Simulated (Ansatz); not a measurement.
## Abstraction of H: HOF + SbH(CH3) → OF + SbH2(CH3)

Species: HOF `OF`, singlet; SbH(CH3), doublet; OF (Oxygen monofluoride), doublet; SbH2(CH3), singlet. A radical takes H: the energy is the difference in strength between the O–H bond broken and the Sb–H bond made.

Shapes, held fixed at every level: PBE0-D4/def2-TZVP. Programs: Ansatz 0.2.0. The zero-point and thermal change to 298 K, harmonic and unscaled (PBE0-D4/def2-TZVP), is -9.9 kJ/mol.

| level | kind | ΔH(298 K) (kJ/mol) | less CCSD(T)/def2-TZVPP | CPU time (sum over the molecules) |
| --- | --- | --- | --- | --- |
| HF/def2-SVP | Hartree–Fock | +89.1 | -40.9 | – |
| PBE-D4/def2-TZVPP | GGA | +121.4 | -8.6 | 12 s |
| r2SCAN-D4/def2-TZVPP | meta-GGA | +121.0 | -9.0 | 23 s |
| B3LYP-D4/def2-TZVPP | global hybrid | +120.8 | -9.2 | 18 s |
| B2PLYP/def2-TZVPP | double hybrid | +128.9 | -1.1 | 21 s |
| CCSD/def2-SVP | coupled cluster or CI | +126.1 | -3.9 | – |
| CCSD(T)/def2-TZVPP | coupled cluster or CI | +130.0 | 0.0 | 4.1 min |

The highest level, CCSD(T)/def2-TZVPP, gives ΔH(298 K) = +130.0 kJ/mol; the levels span +89.1 to +130.0. The column of differences is taken from that level and isn't an error. No measured value is set beside it here. Open shells run unrestricted. For atoms past krypton def2 sets carry core potentials with scalar relativity. Outer-core shells of Sb are correlated in most correlated rows, in sets that cover them unevenly. Times are processor times on shared x86 and Arm servers, and rough.

Hydrogen transfer from HOF to the stibinyl radical is strongly endothermic at every level, so the O–H bond is much stronger than the Sb–H bond that replaces it. Oxygen's compact 2p orbital overlaps well with hydrogen 1s, and the large electronegativity difference adds polar stabilisation. Antimony's diffuse 5p orbital overlaps poorly, in a nearly nonpolar bond. Delocalisation of the unpaired electron over both atoms of OF weakens the O–H bond relative to that in water, but not nearly enough to reverse the order.

Hartree–Fock gives only +89.1 kJ/mol, whereas CCSD in the same basis gives +126.1 kJ/mol. The shortfall is therefore mainly missing correlation, which contributes more to the O–H bond than to the Sb–H bond. PBE, r2SCAN and B3LYP nearly coincide below the coupled-cluster values, so their mutual agreement is no proof of accuracy. The reverse reaction, OF taking hydrogen from methylstibine, is correspondingly exothermic, though its rate depends on a barrier not computed here.
